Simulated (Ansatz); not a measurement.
A van 't Hoff estimate for BH(CH3)2(NH3) ⇌ B(CH3)2(NH2) + H2

Species: BH(CH3)2(NH3), singlet; B(CH3)2(NH2), singlet; H2, singlet. 

The electronic reaction energy at CCSD(T)/CBS estimate is -25.9 kJ/mol. Shapes: PBE0-D4/def2-TZVP. Programs: Ansatz 0.2.0. Enthalpy and entropy come from rigid-rotor, harmonic-oscillator sums on unscaled PBE0-D4/def2-TZVP wavenumbers, ideal gases at 1 bar. Symmetry numbers: BH(CH3)2(NH3) 1, B(CH3)2(NH2) 2, H2 2. R = 8.3145 J/(mol K).

```
T (K)  ΔH (kJ/mol)  ΔS (J/(mol K))
  300        -49.3          +123.8
  500        -46.3          +131.6
  700            ?               ?
```

**Question.** Work out ln K at 300 and 500 K, and from these estimate it at 700 K.

**Answer.** 
1. 300 K: ΔG = -49.3 − 300 × (+123.8)/1000 = -86.4 kJ/mol; ln K = −ΔG/RT = +34.64.
2. 500 K: ΔG = -46.3 − 500 × (+131.6)/1000 = -112.1 kJ/mol; ln K = −ΔG/RT = +26.96.
3. Slope against 1000/T: (+26.96 − (+34.64))/(2.0000 − 3.3333) = +5.76, that is −ΔH/R with ΔH near -48 kJ/mol.
4. 700 K: ln K = +34.64 + (+5.76) × (1.4286 − 3.3333) = +23.67.

The full sums give ΔH = -44.9 kJ/mol, ΔS = +134.1 J/(mol K), ΔG = -138.8 kJ/mol and ln K = +23.85 at 700 K, so the line is off by -0.18 in ln K; without rounding the miss is -0.16, from the change of ΔH with temperature. The products are favoured over this whole range. The number of molecules rises, which sets the sign of ΔS, and lower pressure favours the products. An error of 10 kJ/mol in the energy moves ln K by 1.7 at 700 K. Soft modes are treated as harmonic, which can err either way at these temperatures; the lowest are those of BH(CH3)2(NH3) (187 cm⁻¹), B(CH3)2(NH2) (68 cm⁻¹). The CBS estimate extrapolates MP2 from def2-TZVPP and def2-QZVPP and adds CCSD(T) − MP2 in the triple-zeta set, cores frozen; for H2 it overshoots the exact energy by about 1 mEh.

Dehydrogenation is favoured by both enthalpy and entropy, so no temperature reverses its sign within the range. Heating makes ΔG more negative yet lowers ln K, because the temperature dependence of K follows the sign of ΔH, and the reaction is exothermic. The electronic driving force comes from pairing a hydridic B–H with a protic N–H hydrogen to form H2, while the dative B–N bond becomes a shorter one in which the nitrogen lone pair also donates into the empty boron p orbital.

That electronic term, -25.9 kJ/mol, is only about half of the enthalpy at 300 K. Most of the remainder is probably zero-point energy, since the B–H and N–H stretches and their associated bends give way to a single H2 vibration. ΔH then becomes less negative on heating as the translation and rotation gained with the extra molecule outweigh the lost vibrational heat capacity, which is why the straight line falls slightly low at 700 K. A large K says nothing about the barrier to H2 loss, nor about competing B–N dissociation or aminoborane dimerisation.
